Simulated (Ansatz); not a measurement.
# Sc: the change of pressure with volume per atom

Results calculated with Ansatz 0.2.0, not measured. Periodic Kohn-Sham DFT of a crystal at fixed atoms; pressure and stress are positive in compression; the energy is the free energy less that of spherical unpolarised free atoms; site moments are those in the method's own spheres, positive along +z.

Cell of the first row (space group Fm-3m, No. 225):
```
cell vectors (Å)
   0.0000     2.2242     2.2242
   2.2242     0.0000     2.2242
   2.2242     2.2242     0.0000
atoms (fractions of the cell vectors)
Sc  0.00000  0.00000  0.00000
```

Settings of every row: method all-electron PAW; functional PBEsol; relativity scalar; k mesh 12x12x12; filling fermi-dirac; smearing width 0.03 eV; nucleus gaussian.

Atom start moment: 0 on all atoms.

```csv
row,volume per atom (Å³),pressure (GPa)
1,22.005,4.196
2,22.473,2.86
3,22.941,1.623
4,23.176,1.038
5,23.41,0.472
6,23.644,?
7,23.878,-0.6
8,24.346,-1.598
9,24.814,-2.522
```

Question: what pressure should row 6 give?

Worked fit of pressure. Take u = (V_r/V)^(2/3) − 1 with V_r = 23.293 Å³ an atom, which is twice the finite (Eulerian) strain; such expansions in the strain, on which the Birch-Murnaghan equation of state is built, carry the rest volume and the bulk modulus. The shown rows have u = 0.03865, 0.02418, 0.0102, 0.00336, -0.00333, -0.0164, -0.02905, -0.04129. Least squares give pressure = 0.7506 + 84.36 × u + 123.02 × u² GPa; a straight line predicts inner rows, each left out in turn, worse (root mean square 0.062 against 0.0023 GPa). The rows lie off it by 0.001, -0.002, -0.001, 0.003, 0.001, 0.000, -0.002, 0.001. The pressure vanishes at u = -0.0090, or V = 23.61 Å³ an atom, and there the bulk modulus at fixed shape and fractions is B = −V dP/dV = (2/3)(1 + u) dP/du = 54.3 GPa. The withheld row has u = -0.00992, so the fit gives 0.7506 + 84.36 × (-0.00992) + 123.02 × (-0.00992)² = -0.074 GPa.

The calculation gave -0.073 GPa. The fit lies 0.001 GPa (1.4 % of the value, 0.015 % of the column's range) below it, one unit of the last digit.
